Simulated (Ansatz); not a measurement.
## ScF3: the change of largest V_zz and pressure with volume scale

Periodic Kohn-Sham DFT of a crystal at fixed atoms, scaled to volume_scale times the given cell; pressure positive in compression, energy less spherical unpolarised free atoms, largest_vzz the field gradient of largest size among the nuclei. The results are calculated, by Ansatz 0.2.0.

The cell before it is scaled or strained (space group Pm-3m, No. 221):
```
ScF3
1.0
      4.0125     0.0000     0.0000
      0.0000     4.0125     0.0000
      0.0000     0.0000     4.0125
Sc F
1 3
Direct
  0.00000 0.00000 0.00000
  0.50000 0.00000 0.00000
  0.00000 0.50000 0.00000
  0.00000 0.00000 0.50000
```

Settings of every row: method frozen-core PAW; functional LDA; relativity scalar; k mesh 6x6x6; filling fermi-dirac; smearing width 0.02 eV; wave cutoff 420 eV; paw set soft_2.

Atom start moment: 0 on all atoms.

Limits: PAW files made with PBE.

```
row  volume scale  V (Å³/atom)  largest V_zz (1e21 V/m^2)  pressure (GPa)
  1          0.94       15.181                      4.774           3.679
  2          0.96       15.504                      5.115           1.211
  3          0.98       15.826                      5.439          -0.997
  4          0.99       15.988                      5.597          -2.012
  5             1        16.15                      5.751          -2.972
  6          1.01       16.312                          ?               ?
  7          1.02       16.472                      6.051          -4.739
  8          1.04       16.796                      6.337          -6.318
  9          1.06       17.119                      6.614          -7.733
```

Question: what largest V_zz and pressure should row 6 give?

Worked fit of largest V_zz. Take t = volume scale − 1. The shown rows have t = -0.06, -0.04, -0.02, -0.01, 0, 0.02, 0.04, 0.06. Least squares give largest V_zz = 5.7514 + 15.314 × t − 15.93 × t² 1e21 V/m^2; a straight line predicts inner rows, each left out in turn, worse (root mean square 0.018 against 0.0013 1e21 V/m^2). The rows lie off it by -0.001, 0.002, 0.000, 0.000, 0.000, 0.000, -0.001, 0.001. The withheld row has t = 0.01, so the fit gives 5.7514 + 15.314 × (0.01) − 15.93 × (0.01)² = 5.903 1e21 V/m^2.

The calculation gave 5.903 1e21 V/m^2. The fit meets it to the printed digit.

Worked fit of pressure. Take u = (V_r/V)^(2/3) − 1 with V_r = 16.069 Å³ an atom, which is twice the finite (Eulerian) strain; such expansions in the strain, on which the Birch-Murnaghan equation of state is built, carry the rest volume and the bulk modulus. The shown rows have u = 0.03863, 0.02415, 0.01021, 0.00337, -0.00335, -0.01638, -0.02907, -0.04132. Least squares give pressure = −2.4999 + 143.247 × u + 417.99 × u² + 384 × u³ GPa; a parabola predicts inner rows, each left out in turn, worse (root mean square 0.007 against 0.0043 GPa). The rows lie off it by -0.001, 0.002, -0.004, 0.000, 0.003, -0.003, 0.002, -0.001. The pressure vanishes at u = 0.0166, or V = 15.68 Å³ an atom, and there the bulk modulus at fixed shape and fractions is B = −V dP/dV = (2/3)(1 + u) dP/du = 107 GPa. The withheld row has u = -0.00996, so the fit gives −2.4999 + 143.247 × (-0.00996) + 417.99 × (-0.00996)² + 384 × (-0.00996)³ = -3.886 GPa.

The calculation gave -3.88 GPa. The fit lies 0.006 GPa (0.053 % of the column's range) below it; its largest miss of a shown row is 0.004 GPa.
